**A screened hydrogenic rule for the ionisation energies of calcium ions**

The table holds ionisation energies of thirteen Ca ions from two-component X2C-1e GHF and GMP2 calculations in PySCF, spin-free and with screened spin-orbit coupling, beside NIST tabulated values. The program tests a rule built from differences of screened hydrogenic shell energies with a leading Dirac factor, using Slater's constants, three fitted two-decimal constants, and an added exchange term. The rms error against the tabulated values is 4.8 % for Slater's set, 1.1 % for the fitted rule and 1.7 % when each row is left out of the fit, with Ca5+ and Ca2+ as the worst rows. It also prints the errors of GHF and GMP2, the relative sizes of correlation and spin-orbit shifts, and first-order LS and jj estimates for the open p shells.

Ionisation energies of Ca ions as total-energy differences, from PySCF 2.14.0 with two-component X2C-1e, a Gaussian nucleus and even-tempered bases up to f, scaled to each ion. GHF uses one spinor determinant per state; GMP2 adds second-order correlation with the listed electrons frozen. Spin-free omits spin-orbit coupling; screened-SO adds its one-electron term with screened-nucleus factors.

## Program and output

```python
# Table: ionisation energies (eV) of Ca ions, PySCF X2C-1e GHF and GMP2, spin-free and screened spin-orbit,
# with NIST tabulated values. Tested: a screened hydrogenic rule from differences of shell energies,
# IE = Ry/n^2 [(Z0-2(k-1)a+c m)^2 - k(k-1)a^2] x Dirac factor, and a Lande count of spin-orbit shifts.
T = {
    'species': ['Ca2+', 'Ca5+', 'Ca7+', 'Ca8+', 'Ca9+', 'Ca10+', 'Ca11+', 'Ca13+', 'Ca15+', 'Ca16+', 'Ca17+', 'Ca18+', 'Ca19+'],
    'N': [18, 15, 13, 12, 11, 10, 9, 7, 5, 4, 3, 2, 1],
    'config': ['[Ar]', '[Ne] 3s2 (3p1/2)2 (3p3/2)1', '[Ne] 3s2 (3p1/2)1', '[Ne] 3s2', '[Ne] (3s1/2)1', '[Ne]', '[He] 2s2 (2p1/2)2 (2p3/2)3', '[He] 2s2 (2p1/2)2 (2p3/2)1', '[He] 2s2 (2p1/2)1', '[He] 2s2', '[He] (2s1/2)1', '1s2', '(1s1/2)1'],
    'final': ['[Ne] 3s2 (3p1/2)2 (3p3/2)3', '[Ne] 3s2 (3p1/2)2', '[Ne] 3s2', '[Ne] (3s1/2)1', '[Ne]', '[He] 2s2 (2p1/2)2 (2p3/2)3', '[He] 2s2 (2p1/2)2 (2p3/2)2', '[He] 2s2 (2p1/2)2', '[He] 2s2', '[He] (2s1/2)1', '1s2', '(1s1/2)1', 'bare nucleus'],
    'frozen': [2, 2, 2, 2, 2, 0, 0, 0, 0, 0, 0, 0, 0],
    'ghf_spin_free': [49.86, 107.3, 146.62, 186.25, 210.73, 591.21, 656.91, 820.52, 972.15, 1081.15, 1157.85, 5130.41, 5471.55],  # eV
    'gmp2_spin_free': [0.68, 0.46, 0.39, 1.83, 0.53, 1.44, 1.47, 0.26, -0.27, 3.73, 0.16, 1.25, None],  # eV
    'ghf_screened_so': [-0.14, -0.19, 0.36, 0.0, 0.0, -1.29, -0.4, -1.76, 3.19, 0.0, 0.0, 0.0, 0.0],  # eV
    'gmp2_screened_so': [0.54, 0.27, 0.77, 1.83, 0.53, 0.15, 1.07, -1.56, 2.91, 3.74, 0.16, 1.25, None],  # eV
    'ref': [50.9132, 108.78, 147.24, 188.54, 211.275, 591.6, 658.2, 817.2, 973.7, 1086.8, 1157.73, 5128.86, 5469.86],  # eV
    'kind': ['measured', 'semi-empirical', 'measured', 'semi-empirical', 'semi-empirical', 'semi-empirical', 'semi-empirical', 'semi-empirical', 'semi-empirical', 'semi-empirical', 'theoretical', 'theoretical', 'theoretical'],
}
import numpy as np
from scipy.constants import physical_constants as pc, alpha
Ry = pc['Rydberg constant times hc in eV'][0]; mc2 = pc['electron mass energy equivalent in MeV'][0]*1e6
Z = 20; sp = T['species']; ix = {s: i for i, s in enumerate(sp)}
col = lambda key: np.array([0.0 if v is None else float(v) for v in T[key]])  # one electron: no correlation
N = col('N').astype(int); hf = col('ghf_spin_free'); co = col('gmp2_spin_free')
so = col('ghf_screened_so'); ref = col('ref'); best = hf + col('gmp2_screened_so')
best[N == 1] = (hf + so)[N == 1]
n = np.where(N <= 2, 1, np.where(N <= 10, 2, 3)); k = N - np.array([0, 0, 2, 10])[n]
p = k > 2; m = np.where(p, (k - 3) % 3, 0)          # parallel-spin pairs lost
inner = np.array([0, 0, 2, 8])[n]; deep = np.array([0, 0, 0, 2])[n]
def rule(a, bs, bp, c=0.0, a1=5/16, rel=1):
    A = np.where(n == 1, a1, a); Z0 = Z - deep - inner*np.where(p, bp, bs)
    x = Z0 - 2*(k - 1)*A + c*m; y = k*(k - 1)*A**2; F = x**2 - y
    f = 1 + rel*alpha**2*F/n**2*(n*np.where(p, 2/3, 1.0) - 0.75)
    return Ry*F/n**2*f, Z0, x, y, f
rms = lambda e: np.sqrt(np.mean(e**2))
sl = rule(0.35, 0.85, 0.85, a1=0.30, rel=0)[0]; es = 100*(sl/ref - 1)
g = np.meshgrid(np.arange(30, 41), np.arange(70, 91), np.arange(75, 96), np.arange(0, 16), indexing='ij')
G = np.stack([v.ravel()/100 for v in g], 1)
E = 100*(rule(*[G[:, [j]] for j in range(4)])[0]/ref - 1)
def fit(mask):
    e, P = E[mask], G[mask]; s = (e**2).sum(1); j = s.argmin()
    return P[j], e[j], np.array([e[(s - e[:, i]**2).argmin(), i] for i in range(len(N))])
P3, e3, o3 = fit(G[:, 3] == 0); P4, e4, o4 = fit(G[:, 3] >= 0)
ie, Z0, x, y, f = rule(*P3); zt = n*np.sqrt(ref/Ry)
print("rule constants: a %.2f, b_s %.2f, b_p %.2f" % tuple(P3[:3]))
print("with exchange term: a %.2f, b_s %.2f, b_p %.2f, c %.2f" % tuple(P4))
print("ion shell k m | Zeff(tab) | rule eV | error % vs tabulated: Slater, rule, row left out, +exchange")
for i, s in enumerate(sp):
    print(f"{s} {n[i]}{'p' if p[i] else 's'} {k[i]} {m[i]} | {zt[i]:.2f} | {ie[i]:.1f} | {es[i]:+.1f} {e3[i]:+.1f} {o3[i]:+.1f} {e4[i]:+.1f}")
for lab, e in (("Slater", es), ("rule", e3), ("rule, row left out", o3), ("+exchange", e4), ("+exchange, row left out", o4)):
    w = abs(e).argmax(); print(f"{lab}: rms {rms(e):.2f} %, worst {sp[w]} {e[w]:+.2f} %; rms n=1,2,3:", *[f"{rms(e[n == q]):.2f}" for q in (1, 2, 3)])
for s in ('Ca10+', 'Ca9+'):
    i = ix[s]; print(f"worked {s}: Z0 {Z0[i]:.2f}, Z0-2(k-1)a {x[i]:.2f}, squared {x[i]**2:.2f}, less {y[i]:.2f}, Ry/n^2 {Ry/n[i]**2:.4f} eV, Dirac {f[i]:.4f}, IE {ie[i]:.1f} eV; Slater {sl[i]:.1f} eV")
print("ion | minus tabulated eV: GHF spin-free, GMP2 screened-SO (%) | % of GHF: correlation, spin-orbit")
for i, s in enumerate(sp):
    print(f"{s} | {hf[i]-ref[i]:+.2f} {best[i]-ref[i]:+.2f} ({100*(best[i]/ref[i]-1):+.2f}) | {100*co[i]/hf[i]:+.2f} {100*so[i]/hf[i]:+.2f}")
print(f"rms error %: GHF spin-free {rms(100*(hf/ref-1)):.2f}, GMP2 screened-SO {rms(100*(best/ref-1)):.2f}; rounding 0.005 eV, some tabulated 0.05 eV")
print("Slater vs GHF spin-free %:", *[f"{s} {100*(sl[ix[s]]/hf[ix[s]]-1):+.1f}" for s in ('Ca8+', 'Ca9+', 'Ca16+', 'Ca17+')])
print(f"shell jumps (tabulated): Ca10+/Ca9+ {ref[ix['Ca10+']]/ref[ix['Ca9+']]:.2f}, Ca18+/Ca17+ {ref[ix['Ca18+']]/ref[ix['Ca17+']]:.2f}")
print("IE change % for 0.1 in Zeff:", *[f"{s} {20/zt[ix[s]]:.1f}" for s in ('Ca2+', 'Ca9+', 'Ca10+', 'Ca17+')])
D = mc2*(1 - np.sqrt(1 - (Z*alpha)**2))
print(f"Ca19+: Ry Z^2 {Ry*Z*Z:.2f}, Dirac point nucleus {D:.2f} eV, GHF less Dirac {hf[ix['Ca19+']]-D:+.2f} eV")
ze = {s: w*so[ix[s]] for s, w in (('Ca15+', 1), ('Ca10+', -2), ('Ca7+', 1), ('Ca2+', -2))}
print("zeta eV (hydrogenic charge):", *[f"{s} {v:.2f} ({(3*n[ix[s]]**3*v/(alpha**2*Ry))**0.25:.1f})" for s, v in ze.items()])
for s, lo, hi, ls in (('Ca11+', 'Ca15+', 'Ca10+', 0), ('Ca13+', 'Ca15+', 'Ca10+', -1), ('Ca5+', 'Ca7+', 'Ca2+', -1)):
    z = np.interp(N[ix[s]], [N[ix[lo]], N[ix[hi]]], [ze[lo], ze[hi]])
    print(f"{s}: zeta {z:.2f}, first-order shift LS {ls*z+0.0:+.2f}, jj {-z/2:+.2f}, table {so[ix[s]]:+.2f} eV")
assert np.all(abs(so[~p]) < 0.005) and all(v > 0 for v in ze.values())
assert np.all(abs(co/hf) < 0.015) and np.all(abs(so/hf) < 0.005)
assert np.all((sl < hf)[(~p) & (n > 1)]) and P3[1] < P3[2]
assert abs(hf[ix['Ca19+']] - D) < 0.3
```

Printed output:

```
rule constants: a 0.35, b_s 0.77, b_p 0.84
with exchange term: a 0.36, b_s 0.77, b_p 0.83, c 0.05
ion shell k m | Zeff(tab) | rule eV | error % vs tabulated: Slater, rule, row left out, +exchange
Ca2+ 3p 8 2 | 5.80 | 51.2 | -2.5 +0.5 +3.6 +0.9
Ca5+ 3p 5 2 | 8.48 | 105.1 | -5.3 -3.4 -3.4 -1.2
Ca7+ 3p 3 0 | 9.87 | 146.6 | -2.1 -0.5 +1.9 +0.3
Ca8+ 3s 2 0 | 11.17 | 187.5 | -11.8 -0.5 -0.5 -0.9
Ca9+ 3s 1 0 | 11.82 | 212.3 | -10.2 +0.5 +0.5 +0.5
Ca10+ 2p 8 2 | 13.19 | 590.0 | -0.7 -0.3 -2.0 -0.8
Ca11+ 2p 7 1 | 13.91 | 661.7 | +0.1 +0.5 +0.5 -0.4
Ca13+ 2p 5 2 | 15.50 | 812.5 | -1.0 -0.6 -1.2 -0.1
Ca15+ 2p 3 0 | 16.92 | 973.4 | -0.5 -0.0 -0.0 -0.3
Ca16+ 2s 2 0 | 17.87 | 1077.7 | -3.1 -0.8 -0.8 -1.1
Ca17+ 2s 1 0 | 18.45 | 1165.7 | -1.6 +0.7 +0.7 +0.7
Ca18+ 1s 2 0 | 19.42 | 5130.3 | -0.2 +0.0 +0.0 +0.0
Ca19+ 1s 1 0 | 20.05 | 5471.3 | -0.5 +0.0 +0.0 +0.0
Slater: rms 4.79 %, worst Ca8+ -11.80 %; rms n=1,2,3: 0.39 1.54 7.53
rule: rms 1.06 %, worst Ca5+ -3.42 %; rms n=1,2,3: 0.03 0.56 1.59
rule, row left out: rms 1.66 %, worst Ca2+ +3.57 %; rms n=1,2,3: 0.03 1.07 2.40
+exchange: rms 0.67 %, worst Ca5+ -1.24 %; rms n=1,2,3: 0.03 0.64 0.83
+exchange, row left out: rms 1.41 %, worst Ca5+ -3.42 %; rms n=1,2,3: 0.03 0.64 2.16
worked Ca10+: Z0 18.32, Z0-2(k-1)a 13.42, squared 180.10, less 6.86, Ry/n^2 3.4014 eV, Dirac 1.0013, IE 590.0 eV; Slater 587.4 eV
worked Ca9+: Z0 11.84, Z0-2(k-1)a 11.84, squared 140.19, less 0.00, Ry/n^2 1.5117 eV, Dirac 1.0019, IE 212.3 eV; Slater 189.6 eV
ion | minus tabulated eV: GHF spin-free, GMP2 screened-SO (%) | % of GHF: correlation, spin-orbit
Ca2+ | -1.05 -0.51 (-1.01) | +1.36 -0.28
Ca5+ | -1.48 -1.21 (-1.11) | +0.43 -0.18
Ca7+ | -0.62 +0.15 (+0.10) | +0.27 +0.25
Ca8+ | -2.29 -0.46 (-0.24) | +0.98 +0.00
Ca9+ | -0.55 -0.02 (-0.01) | +0.25 +0.00
Ca10+ | -0.39 -0.24 (-0.04) | +0.24 -0.22
Ca11+ | -1.29 -0.22 (-0.03) | +0.22 -0.06
Ca13+ | +3.32 +1.76 (+0.22) | +0.03 -0.21
Ca15+ | -1.55 +1.36 (+0.14) | -0.03 +0.33
Ca16+ | -5.65 -1.91 (-0.18) | +0.35 +0.00
Ca17+ | +0.12 +0.28 (+0.02) | +0.01 +0.00
Ca18+ | +1.55 +2.80 (+0.05) | +0.02 +0.00
Ca19+ | +1.69 +1.69 (+0.03) | +0.00 +0.00
rms error %: GHF spin-free 0.80, GMP2 screened-SO 0.43; rounding 0.005 eV, some tabulated 0.05 eV
Slater vs GHF spin-free %: Ca8+ -10.7 Ca9+ -10.0 Ca16+ -2.6 Ca17+ -1.6
shell jumps (tabulated): Ca10+/Ca9+ 2.80, Ca18+/Ca17+ 4.43
IE change % for 0.1 in Zeff: Ca2+ 3.4 Ca9+ 1.7 Ca10+ 1.5 Ca17+ 1.1
Ca19+: Ry Z^2 5442.28, Dirac point nucleus 5471.57 eV, GHF less Dirac -0.02 eV
zeta eV (hydrogenic charge): Ca15+ 3.19 (18.0) Ca10+ 2.58 (17.1) Ca7+ 0.36 (14.2) Ca2+ 0.28 (13.3)
Ca11+: zeta 2.70, first-order shift LS +0.00, jj -1.35, table -0.40 eV
Ca13+: zeta 2.95, first-order shift LS -2.95, jj -1.47, table -1.76 eV
Ca5+: zeta 0.33, first-order shift LS -0.33, jj -0.16, table -0.19 eV
```
